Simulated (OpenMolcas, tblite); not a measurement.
# A ladder of methods for SiH2O2F2 (SMILES O[Si](O)(F)F)

The species is SiH2O2F2 (7 atoms), meant as a singlet with charge 0. SMILES: `O[Si](O)(F)F`. Geometry: relaxed at PBE0-D4/def2-TZVP. This is one conformer, not always the lowest.

Each level gives the vertical energy of the triplet above the singlet (eV). The values are calculated.

```csv
level,kind,program,value (eV),less CCSD(T)/def2-SVP,CPU time (all runs)
IPEA1-xTB,semi-empirical,tblite,7.28,-1.78,under 2 s
HF/def2-SVP,Hartree–Fock,OpenMolcas,8.29,-0.77,14 s
M06-L/def2-SVP,meta-GGA,OpenMolcas,8.86,-0.20,1.7 min
TPSS/def2-SVP,meta-GGA,OpenMolcas,8.10,-0.96,2.3 min
PBE0/def2-SVP,global hybrid,OpenMolcas,8.82,-0.24,62 s
"CCSD(T)/def2-SVP, open shells restricted",coupled cluster or CI,OpenMolcas,9.06,0.00,2.2 min
```

CCSD(T)/def2-SVP, open shells restricted is the highest level here, not the true value. The values span 7.28 to 9.06 eV. A triplet this far above the singlet is often a Rydberg-like or dissociative state; sets without diffuse functions put Rydberg states too high. Times are those of the runs behind each value, whatever else they computed, on shared processors of several kinds: orders of magnitude only.

Every level places the triplet far above the closed-shell singlet at the singlet's geometry, as expected for a saturated silicon(IV) molecule. With no π system to offer a low-lying acceptor orbital, excitation must probably take an electron from an oxygen lone pair into a σ* or diffuse orbital, at the cost of weakening strong, polar bonds.

All the cheaper methods fall below the coupled-cluster value, but the error doesn't shrink steadily with the type of method. M06-L and PBE0 lie close to the reference, at -0.20 and -0.24 eV, whereas TPSS, a meta-GGA like M06-L, misses by -0.96 eV. Exact exchange is therefore not a precondition for close agreement here. Hartree–Fock's low value probably reflects the missing opposite-spin correlation, which stabilises the singlet, with its additional electron pair, more than the triplet.

The large vertical gap says nothing about how far the triplet would drop on relaxation, which could be considerable if a bond stretches or breaks.
